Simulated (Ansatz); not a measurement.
## Ligand exchange: how K changes with temperature for C3H9N + SiH3(SnH3) ⇌ C3H10Si + SnH3(NH2)

Species: C3H9N (isopropylamine) `CC(C)N`, singlet; SiH3(SnH3), singlet; C3H10Si `CC(C)[SiH3]`, singlet; SnH3(NH2), singlet. The partners trade NH2 for SiH3: C–NH2 and Sn–SiH3 bonds give way to C–SiH3 and Sn–NH2.

The electronic reaction energy at CCSD(T)/def2-TZVPP is -10.3 kJ/mol. Shapes: PBE0-D4/def2-TZVP. Flexible molecules stand in one conformer, not always the lowest. Programs: Ansatz 0.2.0. Enthalpy and entropy come from rigid-rotor, harmonic-oscillator sums on unscaled PBE0-D4/def2-TZVP wavenumbers, ideal gases at 1 bar. Symmetry numbers: C3H9N 1, SiH3(SnH3) 3, C3H10Si 1, SnH3(NH2) 1. R = 8.3145 J/(mol K).

| T (K) | ΔH (kJ/mol) | ΔS (J/(mol K)) |
| --- | --- | --- |
| 800 | -13.3 | +14.3 |
| 1100 | ? | ? |
| 1400 | -12.1 | +15.4 |

Q: Work out ln K at 800 and 1400 K, and from these estimate it at 1100 K.

A: 
1. 800 K: ΔG = -13.3 − 800 × (+14.3)/1000 = -24.7 kJ/mol; ln K = −ΔG/RT = +3.71.
2. 1400 K: ΔG = -12.1 − 1400 × (+15.4)/1000 = -33.7 kJ/mol; ln K = −ΔG/RT = +2.90.
3. Slope against 1000/T: (+2.90 − (+3.71))/(0.7143 − 1.2500) = +1.51, that is −ΔH/R with ΔH near -13 kJ/mol.
4. 1100 K: ln K = +3.71 + (+1.51) × (0.9091 − 1.2500) = +3.20.

The full sums give ΔH = -12.6 kJ/mol, ΔS = +15.0 J/(mol K), ΔG = -29.1 kJ/mol and ln K = +3.18 at 1100 K, so the line is off by +0.02 in ln K; without rounding the miss is +0.01, from the change of ΔH with temperature. The products are favoured over this whole range. An error of 10 kJ/mol in the energy moves ln K by 1.1 at 1100 K. Soft modes are treated as harmonic, which can err either way at these temperatures; the lowest are those of C3H9N (220 cm⁻¹), SiH3(SnH3) (90 cm⁻¹), C3H10Si (139 cm⁻¹), SnH3(NH2) (124 cm⁻¹). Other conformers aren't counted. For atoms past krypton def2 sets carry core potentials with scalar relativity. Outer-core shells of Sn are correlated, in sets that cover them unevenly.

The exchange favours the products through both enthalpy and entropy. Because it is exothermic, K falls on heating even as ΔG becomes more negative: ln K follows ΔG/T, and the growing entropy term in ΔG doesn't by itself raise K. The modest exothermicity probably reflects two opposing bonding effects. Pairing nitrogen with electropositive tin gives a strongly polar bond in place of the nearly nonpolar Sn–Si bond, but it costs a short C–N bond with good orbital overlap. Polarity alone would suggest a much larger driving force.

More than half of the entropy gain comes from symmetry, since the threefold rotor SiH3(SnH3) is consumed and neither product has a comparable axis. The rest is a small balance of rotational, vibrational and mass terms. As the entropy change is positive, even a thermoneutral exchange would lean towards the products, so the direction is safer than the size of K. Tin hydrides readily decompose on heating, so this equilibrium may not be attainable in practice at these temperatures.
